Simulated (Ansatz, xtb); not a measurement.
**Relative energy of two isomers of C5H6BCl**

Structure a is `BC1=CC=C(Cl)C1`, a singlet and structure b is `BC1=CC(Cl)=CC1`, a singlet. Both are isolated molecules in the gas phase, relaxed with PBE0-D3(BJ)/def2-SVP; the shapes shown needn't be the lowest conformers.

a (Å):

```tsv
atom	x (Å)	y (Å)	z (Å)
C	-1.6616	0.5610	0.4289
C	-0.5945	0.1677	-0.3433
C	-0.6495	-1.2424	-0.6481
C	-1.7679	-1.7388	-0.0572
C	-2.5015	-0.6658	0.6671
B	-1.9089	1.9768	0.9268
Cl	-2.3082	-3.3579	-0.1039
H	-2.8749	2.2478	1.6056
H	-1.1220	2.8506	0.6375
H	0.1983	0.8371	-0.6854
H	0.0682	-1.8092	-1.2403
H	-3.5315	-0.5531	0.2836
H	-2.6060	-0.9040	1.7409
```

b (Å):

```xyz
13

C    -1.7009    0.5742    0.2385
C    -1.8863   -0.1578   -0.9039
C    -1.6960   -1.5659   -0.6210
C    -1.3915   -1.7373    0.6895
C    -1.3700   -0.4001    1.3379
B    -1.8169    2.0928    0.3369
Cl   -1.8463   -2.7963   -1.8100
H    -2.0931    2.7334   -0.6519
H    -1.6373    2.6672    1.3877
H    -2.1394    0.2389   -1.8887
H    -1.1964   -2.6895    1.1825
H    -0.3870   -0.1774    1.7945
H    -2.0951   -0.3325    2.1710
```

Which of the two would you expect CCSD(T)/def2-SVP + ΔMP2/def2-TZVPP electronic energies to favour?

Too close to call at this level: CCSD(T)/def2-SVP + ΔMP2/def2-TZVPP gives E(b) − E(a) = +1.04 kcal/mol.

Level by level:

| level | geometry | E(b) − E(a) (kcal/mol) | departure from the last row (kcal/mol) | job, with rough time for the two |
| --- | --- | --- | --- | --- |
| GFN2-xTB | GFN2-xTB | +1.24 | +0.20 | optimisation, 0.12 s |
| HF/STO-3G | GFN2-xTB | +0.12 | −0.92 | single point, 0.44 s |
| r2SCAN-D4/def2-SVP | GFN2-xTB | +1.98 | +0.94 | single point, 5.7 s |
| PBE0-D3(BJ)/def2-SVP | PBE0-D3(BJ)/def2-SVP | +1.79 | +0.75 | optimisation, 39 s |
| HF/def2-SVP | PBE0-D3(BJ)/def2-SVP | +0.99 | −0.05 | part of the CCSD(T) run |
| MP2/def2-SVP | PBE0-D3(BJ)/def2-SVP | +1.66 | +0.62 | part of the CCSD(T) run |
| CCSD(T)/def2-SVP | PBE0-D3(BJ)/def2-SVP | +1.30 | +0.26 | single point |
| CCSD(T)/def2-SVP + ΔMP2/def2-TZVPP | PBE0-D3(BJ)/def2-SVP | +1.04 |  | single point, 90 s |

As drawn, both hold the same kinds of bond in the same numbers.

HF/STO-3G finds them nearly level. The largest departure from CCSD(T)/def2-SVP + ΔMP2/def2-TZVPP is that of r2SCAN-D4/def2-SVP, 0.94 kcal/mol. The last row adds to CCSD(T) the change of the MP2 difference between the two basis sets, here −0.26 kcal/mol.

With thermal terms from frequencies at re-optimised GFN2-xTB minima (ideal gas, soft modes damped towards free rotors, one conformer each, 298.15 K, 1 atm): the zero-point term adds −0.16 kcal/mol; ΔH is +0.91 and ΔG +0.85 kcal/mol.

The correlated steps freeze 11 core orbitals. Codes used: Ansatz 0.2.0, xtb 6.7.1; the last row on 2 threads of Arm Neoverse V2 on a shared host.

Every level places a below b, but the preference is small, and the thermal terms trim it without reversing it. The likely electronic reason is the position of chlorine relative to boron. In both structures the BH2 group lies in the ring plane, so its empty p orbital can accept π density from the diene. In a, boron and chlorine sit at opposite ends of the diene, and a chlorine lone pair can donate through both double bonds to boron. In b, chlorine is on an inner carbon, where its donation does not reach boron directly. Chlorine is a weak π donor, which fits the modest gap.

The closeness of HF/def2-SVP to the last row probably owes much to cancellation, since correlation widens the gap and the larger basis narrows it again. The energies support a slight intrinsic leaning towards a, not a dependable prediction of an isomer ratio. They also say nothing about the bulk substance, where free BH2 groups would tend to dimerise through hydrogen bridges or add to the diene.
